Bond critical points (QTAIM) of the adduct F3P–BH3, a neutral singlet in the gas phase, from a PySCF 2.14.0 single point with PBE0/6-311G(d,p) at the GFN2-xTB geometry. Atom 1 is B, 2 is P, 3 to 5 are F and 6 to 8 are H. The energy density is the sum of the kinetic and potential parts.

```
row  density (a.u.)  first atom  second atom  laplacian (a.u.)  ellipticity  energy density (a.u.)
  1           0.172       1.000        8.000            -0.126        0.091                 -0.177
  2           0.172       1.000        6.000            -0.127        0.091                 -0.176
  3           0.170       1.000        7.000            -0.129        0.092                 -0.174
  4           0.165       2.000        5.000             0.746        0.014                 -0.106
  5           0.165       2.000        4.000             0.742        0.014                 -0.106
  6           0.165       2.000        3.000             0.742        0.014                 -0.106
  7           0.110       1.000        2.000             0.241        0.005                 -0.084
```

The molecule is a donor–acceptor pair: phosphorus in PF₃ offers a lone pair to boron in BH₃. Each row describes one bond at its critical point, the place on the line between two bonded atoms where the electron density is lowest along that line but highest across it. The columns first atom and second atom name the partners: atom 1 is boron, atom 2 phosphorus, atoms 3 to 5 are fluorine and atoms 6 to 8 hydrogen. The seven rows therefore hold three kinds of bond, and the striking feature is the Laplacian, which is negative for B–H and positive for P–F and B–P.

The Laplacian is the sum of the three curvatures of the density at the point. Across the bond the density falls away, which gives two negative curvatures. Along the bond it rises towards both nuclei, which gives one positive curvature. The sign tells only which side wins.

Two limits show what this can mean. If two compact closed shells barely touch, the density between them is a deep valley with gently falling sides, and the Laplacian is positive. If electrons are heaped up on the axis with hardly a dip between the nuclei, the sideways fall wins and the Laplacian is negative. It is tempting to read the first limit backwards and to call every bond with a positive Laplacian closed-shell, that is, ionic or merely a contact.

**Rows 1 to 3: the B–H bonds**

These three bonds are chemically equivalent, and their small differences follow slightly unequal lengths in the geometry used. They lie on the side of the second limit, though there is still a marked dip between the nuclei. The density at the point is about 0.17 a.u., and roughly a third of it is in excess of what free atoms placed side by side would give. Electrons have been gathered at this very spot.

To see the balance, the Laplacian can be split into two parts:

Laplacian = S + A

Here S is the sum of the two sideways curvatures and A is the curvature along the bond. The same calculation gives the weaker sideways curvature, λ₂. The ellipticity ε says by what fraction the other one is stronger, so that

S = λ₂ + (1 + ε) λ₂ = (2 + ε) λ₂

and A is what remains of the Laplacian. For B–H the mean values are S = −0.63 and A = +0.50 a.u. The sideways fall wins, but not by much, so a moderate change in either part can turn the sign.

**Rows 4 to 6: the P–F bonds**

The density hardly changes here: 0.165 a.u. against a mean of 0.171 for B–H. Even the order of the two isn't secure, because the geometry comes from a tight-binding method and an error of a few hundredths of an ångström in the lengths could be enough to close the gap. Yet the Laplacian jumps from −0.13 to +0.74 a.u. The amount of density at the point therefore can't be what sets the sign.

The closed-shell reading fares badly too. The energy density is the sum of kinetic and potential energy per volume, and at a mere contact between closed shells it is typically positive or close to zero. For P–F it is −0.106 a.u., so the potential energy clearly prevails. That alone is no proof of sharing, since the density at this point is almost that of superposed free atoms. The Mayer bond order, which is obtained from the orbitals of the whole molecule and not from one point, is close to one and supports a shared, though polar, electron pair.

The split shows what has happened instead. From B–H to P–F the Laplacian rises by 0.87 a.u., and 0.81 of this comes from the curvature along the bond. The sideways part is nearly the same as before. The P–F bond is about as well concentrated around its axis as B–H, but its density climbs far more steeply towards the two atoms.

Theory offers a reason for the steep climb. Fluorine holds its electrons tightly, so its density decays quickly with distance. Phosphorus has given up part of its outer shell to the fluorine atoms, and the critical point lies only 0.64 Å from its nucleus, near the outer edge of its core. Two steep slopes meet there in a sharp valley. This is an argument from atomic structure; the split of the Laplacian is consistent with it but doesn't prove it.

**Row 7: the B–P bond**

The last row looks like a milder version of the same case. The Laplacian is again positive, the energy density again negative, and the Mayer order again near one. But this bond is the longest, at 1.87 Å, and has the lowest density, 0.110 a.u. That suggests another explanation: perhaps B–P is just a thinner, stretched B–H bond.

This idea can be tested without fitting anything. Suppose that the density around the point keeps the shape it has in B–H and is only multiplied by a constant factor. All three curvatures, and with them the Laplacian, then shrink in the same proportion. With the mean B–H values as the starting point, the estimate for B–P is

−0.127 × 0.110 / 0.171 = −0.082 a.u.

The calculated value is +0.241 a.u. The estimate uses the density of the B–P row but not its Laplacian, and it misses even the sign.

Simply stretching this density pattern doesn't rescue the idea, although in a real B–H bond pulled longer the pattern itself would change too. An even stretch in all directions divides all curvatures by the same factor and leaves the sign alone. A stretch along the bond only would flatten the valley and make the Laplacian more negative. What separates B–P from B–H must be a change in the shape of the density, not just in its amount or scale.

The split shows which change it is, and it isn't the one found in P–F. From B–H to B–P the curvature along the bond goes down, by 0.11 a.u., which by itself would make the Laplacian more negative. The sign turns because the sideways part loses 0.47 a.u. of its strength. B–P has a positive Laplacian mainly because its density is poorly gathered around the axis.

Lower density explains only part of this loss. The density at the point is 1.6 times smaller than in B–H, while the sideways part is 4.1 times smaller. The curvature along the bond shrinks less than the density does: per unit of density it is 1.2 times that of B–H. So the valley is a little sharper in shape, which helps, but the weak sideways part matters more. The likely cause is the donor orbital. The lone pair of phosphorus is built from broad 3s and 3p orbitals, and the critical point lies about 1.3 Å from the phosphorus nucleus, where that density is expected to form a wide, soft column. Hydrogen, by contrast, brings a compact 1s orbital that keeps the density close to the axis.

One more explanation is often given for positive Laplacians in polar bonds: the critical point is pushed close to the core of the more electropositive atom, where the density rises steeply. The B–H bonds serve as a control. Their points lie 0.52 Å from boron and that of B–P lies 0.53 Å from it, yet the signs are opposite. Closeness to the core may help to sharpen the valley, as was argued for P–F, but it doesn't decide the sign without regard to the partner atom.

**What the sign can tell**

The comparison leaves the balance of curvatures as the reading that fits all seven rows. The split itself is exact arithmetic, so it can't fail, and for the same reason it isn't a cause. Its use is to show where a cause must chiefly act: along the bond in P–F, across it in B–P. The values for every bond are in the printed output below.

The same two questions can be put to any similar bond. Do both atoms have densities that fall off steeply where they meet? Then the curvature along the bond is large and pushes the Laplacian up. Is the shared pair held in broad orbitals, far from the atom that supplies it? Then the sideways curvature is weak, and even a modest valley along the bond can outweigh it. Broad orbitals alone don't settle the sign, though: when both atoms bring them, as in a P–P single bond, the valley is shallow too and the Laplacian can be negative. In a closed-shell contact no shared pair gathers on the axis, so the sideways curvature is weak and the Laplacian is positive; a polar bond with a shared pair can reach the same sign by either of the two routes above.

Numerical output:

```
Bond points:
  row  length_A  to_first_atom_A  sideways_sum_au  along_au  V_over_G  Mayer_order
    1     1.179           0.5193          -0.6313    0.5053     2.216        0.922
    2     1.181           0.5203           -0.628     0.501      2.22        0.922
    3     1.185           0.5241          -0.6191    0.4901     2.228        0.922
    4     1.585            0.644          -0.5616     1.308     1.362        0.986
    5     1.585           0.6445          -0.5604     1.302     1.364        0.985
    6     1.586           0.6444          -0.5601     1.302     1.364        0.985
    7      1.87           0.5334          -0.1518    0.3928     1.582        0.966
Mean density of B-H (a.u.): 0.1713
Mean density of P-F (a.u.): 0.165
Mean Laplacian of B-H (a.u.): -0.1273
Mean Laplacian of P-F (a.u.): 0.7433
Laplacian of P-F if a scaled copy of B-H (a.u.): -0.1226
Laplacian of B-P if a scaled copy of B-H (a.u.): -0.08175
Mean sideways sum of B-H (a.u.): -0.6261
Mean curvature along B-H (a.u.): 0.4988
Sideways part of the change from B-H to P-F (a.u.): 0.06541
Along-bond part of the change from B-H to P-F (a.u.): 0.8053
Sideways part of the change from B-H to B-P (a.u.): 0.4744
Along-bond part of the change from B-H to B-P (a.u.): -0.106
Density of B-H over that of B-P (ratio): 1.558
Sideways sum of B-H over that of B-P (ratio): 4.126
Density at B-H point in excess of free atoms (percent): 31.83
Density at P-F point in excess of free atoms (percent): 1.467
Density at B-P point in excess of free atoms (percent): -0.5389
```
